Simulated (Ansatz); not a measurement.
# Strength of the C–Si bond: C3H8Si → C3H5 + SiH3

Species: C3H8Si (prop-2-enylsilane) `C=CC[SiH3]`, singlet; C3H5 `[CH2]C=C`, doublet; SiH3 (silyl radical) `[SiH3]`, doublet. 

Shapes, held fixed at every level: PBE0-D4/def2-TZVP. Flexible molecules stand in one conformer, not always the lowest. Programs: Ansatz 0.2.0. Electronic energies: no zero-point or thermal term.

| level | kind | ΔE (kJ/mol) | CPU time (sum over the molecules) |
| --- | --- | --- | --- |
| HF/def2-TZVPP | Hartree–Fock | +183.0 | – |
| PBE-D4/def2-TZVPP | GGA | +290.9 | 11 s |
| B3LYP-D4/def2-TZVPP | global hybrid | +285.8 | 15 s |
| PBE0-D4/def2-TZVPP | global hybrid | +292.8 | 11 s |
| wB97M-V/def2-TZVPP | range-separated hybrid | +314.9 | 42 s |
| wB97X-V/def2-TZVPP | range-separated hybrid | +312.2 | 31 s |
| B2PLYP/def2-TZVPP | double hybrid | +291.8 | 20 s |

B2PLYP/def2-TZVPP gives ΔE = +291.8 kJ/mol; the levels span +183.0 to +314.9. The median of the levels is +291.8. Hartree–Fock misses the correlation of the pair that is broken and comes out low. No measured value is set beside it here. Spin contamination: C3H5 (⟨S²⟩ up to 0.95). Open shells run unrestricted unless RO is named. Times are processor times on shared x86 and Arm servers, and rough.

Every density-functional level makes homolysis of the C–Si bond strongly endothermic, but they fall into two groups. The GGA, the global hybrids and the double hybrid lie between 285.8 and 292.8 kJ/mol, while the two range-separated hybrids give 312.2 and 314.9 kJ/mol. PBE and PBE0 nearly coincide, so the share of exact exchange alone probably does not account for the gap; differences in the treatment of medium-range correlation and dispersion may contribute.

Chemically, this is an allylic bond, and it should be weaker than a comparable alkyl–silicon bond. Cleavage leaves an unpaired electron that delocalises over both terminal carbons of the allyl fragment, whereas in the silyl radical it stays largely on silicon. Overlap of the C–Si σ bond with the adjacent π system stabilises the intact molecule slightly, offsetting only a small part of that gain. The calculation supports a substantial homolytic bond energy, but without a saturated alkylsilane for comparison it does not isolate the allylic weakening.
